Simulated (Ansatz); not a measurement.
## Ligand exchange: C2H2F2 + BH2I → C2H2FI + BH2F

Species: C2H2F2 (1,2-difluoroethene) `F/C=C/F`, singlet; BH2I `BI`, singlet; C2H2FI `F/C=C/I`, singlet; BH2F `BF`, singlet. The partners trade F for I: C–F and B–I bonds give way to C–I and B–F.

Shapes, held fixed at every level: PBE0-D4/def2-TZVP. Programs: Ansatz 0.2.0. The zero-point and thermal change to 298 K, harmonic and unscaled (PBE0-D4/def2-TZVP), is +0.8 kJ/mol.

```
                level                   kind  ΔH(298 K) (kJ/mol)  less CCSD(T)/def2-TZVPP  CPU time (sum over the molecules)
    PBE-D4/def2-TZVPP                    GGA              -106.2                    +10.8                              9.8 s
 r2SCAN-D4/def2-TZVPP               meta-GGA              -109.4                     +7.6                               20 s
  B3LYP-D4/def2-TZVPP          global hybrid              -115.3                     +1.7                               14 s
r2SCAN0-D4/def2-TZVPP          global hybrid              -109.7                     +7.3                               19 s
    B2PLYP/def2-TZVPP          double hybrid              -117.6                     -0.6                               19 s
       MP2/def2-TZVPP    perturbation theory              -126.5                     -9.5                                  –
   CCSD(T)/def2-TZVPP  coupled cluster or CI              -117.0                      0.0                            3.6 min
```

The highest level, CCSD(T)/def2-TZVPP, gives ΔH(298 K) = -117.0 kJ/mol; the levels span -126.5 to -106.2. The column of differences is taken from that level and isn't an error. No measured value is set beside it here. For atoms past krypton def2 sets carry core potentials with scalar relativity. Correlated rows may include outer-core shells of I, which these sets cover unevenly. Times are processor times on shared x86 and Arm servers, and rough.

Exchange of fluorine for iodine is strongly exothermic at every level, so the preference for fluorine on boron doesn't hinge on the electronic-structure treatment. The driving force is the B–F bond: boron is more electropositive than carbon, which gives the bond a large ionic contribution, and its formally empty p orbital accepts π density from a fluorine lone pair. Iodine's diffuse valence orbitals overlap less well with that compact acceptor. Carbon also loses a strong, polar C–F bond, but the gain at boron outweighs this loss.

The size of the preference is less settled than its sign. PBE gives the least exothermic value and MP2 the most, while B3LYP and B2PLYP lie close to CCSD(T). Exact exchange alone doesn't account for the spread, since r2SCAN and r2SCAN0 nearly coincide; differing treatments of correlation probably contribute. The favourable enthalpy establishes a thermochemical preference, not a facile exchange, as no pathway or barrier was computed.
